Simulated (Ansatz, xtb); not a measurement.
**Relative energy of two isomers of C3H11BS**

Structure X is `C[BH2-][SH+]CC`, a singlet and structure Y is `[BH3-][S@+](C)CC`, a singlet. Both are isolated molecules in the gas phase, relaxed with PBE0-D4/def2-SVP; the shapes shown needn't be the lowest conformers.

X (Å):

```xyz
16

C    -1.9109   -0.9727   -1.1642
C    -0.2716    2.1478    0.3551
C    -0.6492    2.3671   -1.0925
B    -0.7698   -0.8960   -0.0384
S    -1.0199    0.6982    1.1654
H    -2.9289   -1.0448   -0.7424
H    -1.9096   -0.1462   -1.8929
H    -1.7564   -1.8999   -1.7429
H     0.3786   -0.6749   -0.4129
H    -0.8090   -1.7826    0.8031
H    -2.3188    1.0362    0.9756
H    -0.5140    3.0138    0.9897
H     0.8073    1.9580    0.4640
H    -1.7319    2.5258   -1.2116
H    -0.1327    3.2608   -1.4756
H    -0.3567    1.5078   -1.7108
```

Y (Å):

```json
{"atom": "C", "x (Å)": "-0.8331", "y (Å)": "-0.3289", "z (Å)": "0.8362"}
{"atom": "C", "x (Å)": "-1.2897", "y (Å)": "2.1688", "z (Å)": "-0.3251"}
{"atom": "C", "x (Å)": "-1.6216", "y (Å)": "1.6852", "z (Å)": "-1.7212"}
{"atom": "B", "x (Å)": "-1.2840", "y (Å)": "1.9671", "z (Å)": "2.6126"}
{"atom": "S", "x (Å)": "-1.9177", "y (Å)": "1.0973", "z (Å)": "0.9961"}
{"atom": "H", "x (Å)": "-1.5868", "y (Å)": "1.1702", "z (Å)": "3.4870"}
{"atom": "H", "x (Å)": "-0.0816", "y (Å)": "2.1227", "z (Å)": "2.4485"}
{"atom": "H", "x (Å)": "-1.9411", "y (Å)": "2.9962", "z (Å)": "2.6404"}
{"atom": "H", "x (Å)": "-1.0675", "y (Å)": "-0.9903", "z (Å)": "1.6805"}
{"atom": "H", "x (Å)": "-1.0241", "y (Å)": "-0.8572", "z (Å)": "-0.1073"}
{"atom": "H", "x (Å)": "0.2149", "y (Å)": "-0.0053", "z (Å)": "0.9102"}
{"atom": "H", "x (Å)": "-0.2081", "y (Å)": "2.2882", "z (Å)": "-0.1544"}
{"atom": "H", "x (Å)": "-1.7582", "y (Å)": "3.1404", "z (Å)": "-0.1065"}
{"atom": "H", "x (Å)": "-1.2669", "y (Å)": "2.4165", "z (Å)": "-2.4633"}
{"atom": "H", "x (Å)": "-1.1374", "y (Å)": "0.7246", "z (Å)": "-1.9530"}
{"atom": "H", "x (Å)": "-2.7066", "y (Å)": "1.5638", "z (Å)": "-1.8566"}
```

Energies in hartree; the thermal terms are from GFN2-xTB frequencies at re-optimised GFN2-xTB minima (ideal gas, soft modes damped towards free rotors, one conformer each, 298.15 K, 1 atm) and include the zero-point energy:

```
                              X           Y
E, CCSD(T)/def2-SVP  −542.758226  −542.753414
    E, MP2/def2-SVP  −542.657540  −542.653288
  E, MP2/def2-TZVPP  −543.118969  −543.119087
  zero-point energy     0.133334     0.133590
       H(298 K) − E     0.142607     0.143085
       G(298 K) − E     0.101114     0.101317
```

**Question.** Correct the CCSD(T) difference for the basis set by the MP2 change, then work out ΔE, ΔE₀, ΔH and ΔG for X → Y in kJ/mol (1 Eh = 2625.50 kJ/mol) and the equilibrium ratio [Y]/[X].

**Answer.** 1. Differences Y − X: CCSD(T) +0.004812, MP2 in the small set +0.004252, MP2 in the large set −0.000118 Eh.
2. ΔE = +0.004812 + (−0.000118 − (+0.004252)) = +0.000442 Eh = +1.16 kJ/mol.
3. ΔE₀ = ΔE + ΔZPE = +0.000442 + (+0.000256) Eh = +1.83 kJ/mol.
4. ΔH = ΔE + (+0.000478) Eh = +2.42 kJ/mol.
5. ΔG = ΔE + (+0.000203) Eh = +1.69 kJ/mol, so ΔS = (ΔH − ΔG)/T = +2.4 J/(mol K).
6. kT = 0.9442 mEh, so K = [Y]/[X] = exp(−ΔG/kT) = exp(−0.68) ≈ 0.51.

The two are too close for this level to say which is favoured. An error of 4 kJ/mol in ΔG would change K by a factor of 5. Mirror images and further conformers aren't counted.

As drawn, Y has 1 C–S, 1 B–H in place of 1 C–B, 1 S–H.

Other levels gave ΔE = −25.9 (GFN2-xTB); −11.5 (HF/STO-3G, GFN2-xTB geometries); +7.5 (r2SCAN-D4/def2-SVP, GFN2-xTB geometries); +8.1 (PBE0-D4/def2-SVP); +12.1 (HF/def2-SVP); +11.2 (MP2/def2-SVP); +12.6 (CCSD(T)/def2-SVP) kJ/mol. The correlated steps freeze 9 core orbitals. Programs: Ansatz 0.2.0, xtb 6.7.1.

The near-degeneracy probably reflects two opposing contributions. X keeps a strong B–C bond, but pairs a thiol, the poorer donor, with an alkylborane, whose acceptor orbital is already partly stabilised by hyperconjugation from the methyl group. Y joins a more electron-rich dialkyl sulfide to unsubstituted borane, and its shorter B–S distance fits a stronger dative bond. This suggests that better donor–acceptor bonding in Y offsets most of the cost of exchanging C–B and S–H for C–S and B–H.

In the small basis, HF, MP2 and CCSD(T) agree closely (+12.1, +11.2 and +12.6 kJ/mol), so correlation hardly alters the balance there. Enlarging the basis removes nearly all of X's advantage, possibly because the sulfur bonding in Y needs more flexible polarisation functions. Thermal terms matter little, as expected for two adducts of similar size and flexibility. The ratio says nothing about rate: interconversion must move a methyl group and a hydrogen between boron and sulfur, and no barrier was computed.
